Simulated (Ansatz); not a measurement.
Method: DFT PBE, scalar-relativistic, plane waves, PAW (Ansatz 0.2.0). Settings: cutoff 420 eV, Γ-centred meshes spaced at most about 0.3 Å⁻¹, and about 0.25 Å⁻¹ or finer for metals (2π included), Gaussian smearing. No spin polarisation in the final relaxations.

All energies are static (0 K, no zero-point motion).

Two relaxed structures of BiTe:

A.

```yaml
crystal:
  lattice:
    - [5.47066, 0.00000, 0.00000]
    - [-2.73533, 4.73773, 0.00000]
    - [0.00000, 0.00000, 6.52405]
  atoms:
    - { symbol: Bi, position: [0.33333, 0.66667, 0.25000] }
    - { symbol: Bi, position: [0.66667, 0.33333, 0.75000] }
    - { symbol: Te, position: [0.33333, 0.66667, 0.75000] }
    - { symbol: Te, position: [0.66667, 0.33333, 0.25000] }
```

B.

```yaml
crystal:
  lattice:
    - [3.41840, 0.00000, 0.00000]
    - [-1.70920, 2.96042, 0.00000]
    - [0.00000, 0.00000, 6.42639]
  atoms:
    - { symbol: Bi, position: [0.00000, 0.00000, 0.50000] }
    - { symbol: Te, position: [0.00000, 0.00000, 0.00000] }
```

Question: Which would you expect to be lower, and how large is the difference?

Answer: They are level within the accuracy (5 meV/atom apart, with A the lower in these runs). A has space group P6_3/mmc (No. 194), 42.3 Å³/atom and no gap on its mesh; B has space group P6/mmm (No. 191), 32.5 Å³/atom and no gap. Counting Te atoms around Bi (those within 1.25 times the shortest such distance or 1.15 times the sum of covalent radii), A has Bi 5 and B has Bi 2. Even the lower one lies +0.09 eV/atom against the reference forms of the elements (uncorrected), so neither is stable at this level. Both come from invented guesses. A third cell relaxed alike, in R-3m (a Materials Project cell), lies 165 meV/atom below the lower of the two.

The k mesh leaves some 4 meV/atom of noise in the energy of each metallic cell. Spin–orbit coupling, which can matter for Bi and Te, is left out. In P6/mmm an odd number of electrons in the primitive cell allows no gap without spin; a larger cell or a magnetic state could open one. A magnetic state wasn't ruled out in cells without spin, among them P6/mmm. Cells relaxed within their symmetry can be saddle points.

The near-degeneracy hides two very different kinds of packing. In A, flat Bi–Te honeycomb sheets stack with Bi over Te, so all the closest contacts are heteropolar. B alternates triangular nets of Bi and Te, adding many long like-atom contacts to its straight Bi–Te chains. The small electronegativity difference keeps the cost of such contacts modest, and the denser packing probably makes up for the heteropolar contacts lost.

Neither geometry suits the p electrons that dominate bonding in these elements, which favour σ bonds near right angles, with the s pairs lying deeper. This mismatch probably explains much of the 165 meV/atom separating A from the R-3m cell. That gap also exceeds A's energy above the elements, so the positive values reflect the guessed structures and don't argue against BiTe as a compound. With 32.5 Å³/atom against 42.3 Å³/atom, B should gain on A under compression, but whether it would beat other dense arrangements remains open.
